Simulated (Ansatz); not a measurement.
## CaSnF4: the change of energy above lowest point with volume scale

Free energy against uniform scaling of the volume at fixed shape and fractions; periodic cell, basis, potentials, k mesh and filling as listed. The results are calculated, by Ansatz 0.2.0.

The cell before it is scaled or strained (space group P4/mmm, No. 123):
```
CELL_PARAMETERS angstrom
4.00450 0.00000 0.00000
0.00000 4.00450 0.00000
0.00000 0.00000 5.78050
ATOMIC_POSITIONS crystal
Ca 0.00000 0.00000 0.50000
Sn 0.50000 0.50000 0.00000
F 0.50000 0.00000 0.26574
F 0.50000 0.00000 0.73426
F 0.00000 0.50000 0.73426
F 0.00000 0.50000 0.26574
```

Settings of every row: functional r2SCAN; dispersion none; potentials PAW; wave cutoff 550 eV; density cutoff 2200 eV; k mesh 6x6x4; k shift 0x0x0; occupations fixed; smearing width 0 eV; spin none.

Limits: the cell comes from a prototype or a list of computed structures and needn't be the stable phase.

```csv
row,volume scale,V (Å³/atom),energy above lowest point (meV/atom)
1,0.92,14.213,8.2
2,0.9467,14.626,0.8
3,0.9733,15.037,0
4,1,15.449,4.8
5,1.0267,15.862,14.4
6,1.0533,16.273,?
7,1.08,16.685,45.5
```

Question: what energy above lowest point should row 6 give?

Worked fit of energy above lowest point. Take u = (V_r/V)^(2/3) − 1 with V_r = 15.243 Å³ an atom, which is twice the finite (Eulerian) strain; such expansions in the strain, on which the Birch-Murnaghan equation of state is built, carry the rest volume and the bulk modulus. The shown rows have u = 0.04775, 0.02793, 0.00911, -0.00891, -0.02619, -0.05848. Least squares give energy above lowest point = 1.74 − 267.3 × u + 8338 × u² + 1917 × u³ meV/atom; a parabola predicts inner rows, each left out in turn, worse (root mean square 0.093 against 0.041 meV/atom). All shown rows lie on it to the printed digit. Its lowest point lies at u = 0.0159, or V = 14.89 Å³ an atom, and the curvature there gives the bulk modulus at fixed shape and fractions, B = (4/9)(1 + u)² E″(u)/V = 83.2 GPa. Letting shape and atoms relax would as a rule lower it, by much in layered, chain or molecular crystals. The withheld row has u = -0.04265, so the fit gives 1.74 − 267.3 × (-0.04265) + 8338 × (-0.04265)² + 1917 × (-0.04265)³ = 28.2 meV/atom.

The calculation gave 28.2 meV/atom. The fit meets it to the printed digit.
